## When a metal stops behaving like a spring

The last row looks wrong. At 14.649 Å³/atom this ruthenium crystal is further from its equilibrium volume than at 12.119 Å³/atom, where the table begins. Yet the stretched crystal has the lower energy of the two, and it pulls back with 26 GPa where the compressed one pushes with 41 GPa. A spring that is displaced further should resist more.

Ansatz 0.2.0, PBEsol with scalar-relativistic PAW and no spin polarisation, for hexagonal Ru (P6_3/mmc, 2 atoms per cell), with cell shape and atoms relaxed at each fixed volume. Plane-wave cutoff 420 eV, 18×18×10 k mesh, Gaussian smearing of width 0.1 eV. Energies are extrapolated to zero smearing and given relative to the standard crystal of Ru.

```csv
volume (relaxed cell) (Å³/atom),c/a (relaxed cell),shortest distance (relaxed cell) (Å),energy over elements (eV/atom),pressure (GPa)
12.119,1.5868,2.554,0.142,40.94
12.519,1.5849,2.581,0.061,24.88
12.918,1.5830,2.607,0.016,11.37
13.717,1.5788,2.657,0.015,-9.53
14.117,1.5764,2.682,0.049,-17.54
14.649,1.5731,2.713,0.122,-26.20
```

Positive pressure means that the cell is held in compression, negative pressure that it is held in tension. The pressure changes sign between 12.918 and 13.717 Å³/atom, so the equilibrium volume lies between these rows, near 13.3 Å³/atom. All six rows are the same non-magnetic hexagonal metal, so no change of structure explains the odd row. What fails is the harmonic approximation, the idea that a solid answers a change of volume with a proportional pressure.

### What the spring predicts

Close to equilibrium any smooth energy curve looks like a parabola, and the pressure, which is its slope with the sign reversed, looks like a straight line. The two rows next to equilibrium fix such a line without help from the others. With $V$ for the volume per atom and $P$ for the pressure, its slope is

$$\frac{\Delta P}{\Delta V}=\frac{-9.53-11.37}{13.717-12.918}\approx-26.2\ \text{GPa per Å}^3 .$$

The last row lies 0.932 Å³/atom beyond the second of these two, so the line predicts

$$P(14.649)\approx-9.53-26.2\times0.932\approx-33.9\ \text{GPa}.$$

The calculation gives −26.2 GPa, so the spring overstates the tension by 29% of the computed value. In the most compressed row, which the line did not use either, it understates the pressure by 21%. The real crystal is harder to squeeze and easier to stretch than its spring.

### How the failure shows itself

The energies near equilibrium hide the problem. The rows at 12.918 and 13.717 Å³/atom differ by only 1 meV/atom, which is the last printed digit, and so the well looks symmetric. The pressures of the same two rows do not cancel: their sum is 1.8 GPa. Pressure is a derivative of the energy, and a derivative reveals a lopsided well earlier than the energy does.

The next two rows outward, 12.519 and 14.117 Å³/atom, have the same midpoint but lie twice as far from it. A harmonic solid would give the same sum for both pairs, and zero if its equilibrium lay at that midpoint. If the equilibrium does lie there and the first correction to the parabola is a cubic term in the energy, that term adds a quadratic one to the pressure, and the sum should grow fourfold. It grows from 1.84 to 7.34 GPa, a factor of 3.99. The failure is therefore systematic, and it has the form that the next term of the expansion demands.

An engineer may prefer to read it from the bulk modulus $B=-V\,\mathrm{d}P/\mathrm{d}V$, the resistance to a relative change of volume. On a straight pressure line $B$ would rise in proportion to the volume. Between neighbouring rows of the table it falls at every step, from about 495 GPa in the first to 234 GPa in the last. One stiffness cannot serve the whole range.

The pressures can also be checked against the energies. Mean pressure times change of volume, with the sign reversed, reproduces the energy change within about 1 meV/atom in four of the five steps. The exception is the wide step across equilibrium, where it misses by 3 to 4 meV/atom. Averaging two end pressures is exact for a straight line, but for a curve bent this way it errs in the direction seen.

### Why the well is lopsided

Two limits show why the curve cannot be straight. Atoms pulled far apart no longer attract each other, so the tension must pass through a maximum and then die away, whereas the tension of a spring grows without end. Atoms pushed together repel ever more steeply, because electrons confined to less space gain kinetic energy and the valence electrons must stay orthogonal to the inner shells. A pressure curve that is steep on one side and must flatten on the other has to bend somewhere, and the balance of forces shows why it already bends at equilibrium.

In ruthenium the attraction comes largely from d electrons shared between neighbours, and it fades more slowly with distance than the repulsion does. Let the repulsion decay with distance $r$ as $e^{-pr}$ and the attraction as $e^{-qr}$, with $p>q$. At equilibrium the two forces have the same size $F$. The second derivative of the energy is then $(p-q)F$ and the third is $-(p^2-q^2)F$, so their ratio is $-(p+q)$. However well the forces balance, this ratio is not zero: the shorter their ranges, the sooner the spring fails.

Part of the bend is mere geometry, because volume grows as the cube of length. That part can be worked out for a perfect spring in the length $x=V^{1/3}$, with energy $\tfrac12k(x-x_0)^2$:

$$P=-\frac{k(x-x_0)}{3x^2},\qquad B=\frac{k(2x_0-x)}{9x^2}.$$

At $x=x_0$ both have the slope $-k/3x_0^2$, so $B$ would rise by 1 GPa for each GPa of pressure. The table gives about 4.8 around equilibrium. Most of the stiffening must therefore come from forces that do not follow a spring even when they are plotted against length.

The division of these forces into repulsion and d bonding is an argument from theory, since the calculation yields only their total. One result of the same runs agrees with the part about bonding. The energy range over which the bands overlap at the Fermi level shrinks by 25% from the first row to the last, as it should when electrons hop less easily between more distant atoms. This supports weaker coupling but measures neither the bond energy nor the repulsion.

### How far the spring may be trusted

At volumes about 6% from equilibrium the line errs by 12 to 14% of the computed pressure, and at 9 to 10% by 21 to 29%. In these four outer rows the relative error is thus roughly two to three times the relative change of volume. Most other dense metals are expected to err in the same direction, since in them too the repulsion fades faster than the attraction, but the size has to be computed for each.

The verdict concerns the spring and not the density functional, for the table holds no measured pressures. The output below lists the straight line through the two inner rows and how far it departs from the computed pressures.

The analysis program printed:

```
Step from the row above to this row:
     row  mid volume [Å3/atom]  bulk modulus [GPa]  work from mean pressure [meV/atom]  energy change in table [meV/atom]
  12.519                 12.32               494.6                              -82.16                                -81
  12.918                 12.72               430.6                              -45.14                                -45
  13.717                 13.32               348.4                              -4.588                                 -1
  14.117                 13.92               278.7                               33.79                                 34
  14.649                 14.38               234.1                               72.62                                 73
Straight line through the two inner pressures:
     row  line [GPa]  line less table [GPa]  excess in magnitude [%]
  12.119       32.27                  -8.67                   -21.18
  12.519       21.81                 -3.073                   -12.35
  12.918       11.37                      0                        0
  13.717       -9.53                      0                        0
  14.117      -19.99                 -2.453                    13.99
  14.649      -33.91                 -7.709                    29.42
Volume of zero pressure on the line [Å3/atom]: 13.35
Bulk modulus of the line at that volume [GPa]: 349.3
Bulk modulus of first step over that of last step: 2.113
Change of bulk modulus per change of pressure, second to fourth step: 4.8
Midpoint of the inner pair of rows [Å3/atom]: 13.32
Midpoint of the next pair of rows [Å3/atom]: 13.32
Sum of the two pressures in the inner pair [GPa]: 1.84
Sum of the two pressures in the next pair [GPa]: 7.34
Ratio of the two sums: 3.989
Energy rise 12.918 to 12.119 on the line [meV/atom]: 108.8
Energy rise 12.918 to 12.119 in the table [meV/atom]: 126
Energy rise 13.717 to 14.649 on the line [meV/atom]: 126.3
Energy rise 13.717 to 14.649 in the table [meV/atom]: 107
Largest change of pressure by relaxing the cell shape [GPa]: 0.027
Fall of band overlap from first to last row [%]: 25.3
Growth of shortest distance from first to last row [%]: 6.226
```
